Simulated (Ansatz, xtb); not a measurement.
C2H2Ge: which of two isomers lies lower

We compare I, `C=[C]=[Ge]`, a singlet, with II, `C#[C][GeH]`, a singlet. Both are isolated molecules in the gas phase, relaxed with r2SCAN-D4/def2-TZVP.

Energies in hartree; the thermal terms are from r2SCAN-D4/def2-TZVP harmonic frequencies (ideal gas, rigid rotor, one conformer each, 298.15 K, 1 atm) and include the zero-point energy:

|  | I | II |
| --- | --- | --- |
| E, CCSD(T)/def2-TZVPP | −2152.771485 | −2152.765419 |
| zero-point energy | 0.027942 | 0.023754 |
| H(298 K) − E | 0.033069 | 0.029234 |
| G(298 K) − E | 0.002137 | −0.003074 |

Question: Work out ΔE, ΔE₀, ΔH and ΔG for I → II in kJ/mol (1 Eh = 2625.50 kJ/mol) and the equilibrium ratio [II]/[I].

Answer: 1. ΔE = −2152.765419 − (−2152.771485) = +0.006066 Eh = +15.93 kJ/mol.
2. ΔE₀ = ΔE + ΔZPE = +0.006066 + (−0.004188) Eh = +4.93 kJ/mol.
3. ΔH = ΔE + (−0.003835) Eh = +5.86 kJ/mol.
4. ΔG = ΔE + (−0.005211) Eh = +2.24 kJ/mol, so ΔS = (ΔH − ΔG)/T = +12.1 J/(mol K).
5. kT = 0.9442 mEh, so K = [II]/[I] = exp(−ΔG/kT) = exp(−0.91) ≈ 0.4.

The two are too close for this level to say which is favoured. An error of 4 kJ/mol in ΔG would change K by a factor of 5. GFN2-xTB, HF/STO-3G, HF/def2-TZVPP gave ΔE the other sign. Mirror images and further conformers aren't counted.

As drawn, II has 1 C≡C, 1 C–Ge, 1 Ge–H in place of 1 C=C, 1 C=Ge, 1 C–H.

Other levels gave ΔE = −31.6 (GFN2-xTB); −49.1 (HF/STO-3G, GFN2-xTB geometries); +36.5 (r2SCAN-D4/def2-SVP, GFN2-xTB geometries); +26.8 (r2SCAN-D4/def2-TZVP); −10.9 (HF/def2-TZVPP); +9.8 (MP2/def2-TZVPP) kJ/mol. The correlated steps freeze 11 core orbitals; the filled d shell of Ge is correlated, in a basis made for valence electrons. Programs: Ansatz 0.2.0, xtb 6.7.1.

Isomer I has the lower electronic energy, but most of that preference disappears once zero-point motion is included. The bond changes nearly cancel. Forming II gains a second C–C π bond at the expense of a weak C=Ge π bond, whose carbon and diffuse germanium p orbitals overlap poorly, but it also exchanges a strong C–H bond for a weaker Ge–H bond. That last exchange probably tips the electronic balance towards I.

It also explains the vibrational correction: hydrogen on germanium has softer stretching and bending modes than hydrogen on carbon, so II has the smaller zero-point energy. Entropy favours II only slightly, as expected for an isomerisation that leaves the number of molecules unchanged.

With the def2-TZVPP basis, ΔE moves from −10.9 kJ/mol in Hartree–Fock to +9.8 kJ/mol in MP2, so correlation favours I, probably because its weak C=Ge π bond has a low-lying π* orbital. The comparison leaves out the cyclic germylene isomer, germacyclopropenylidene, so it doesn't identify the global minimum of C2H2Ge.
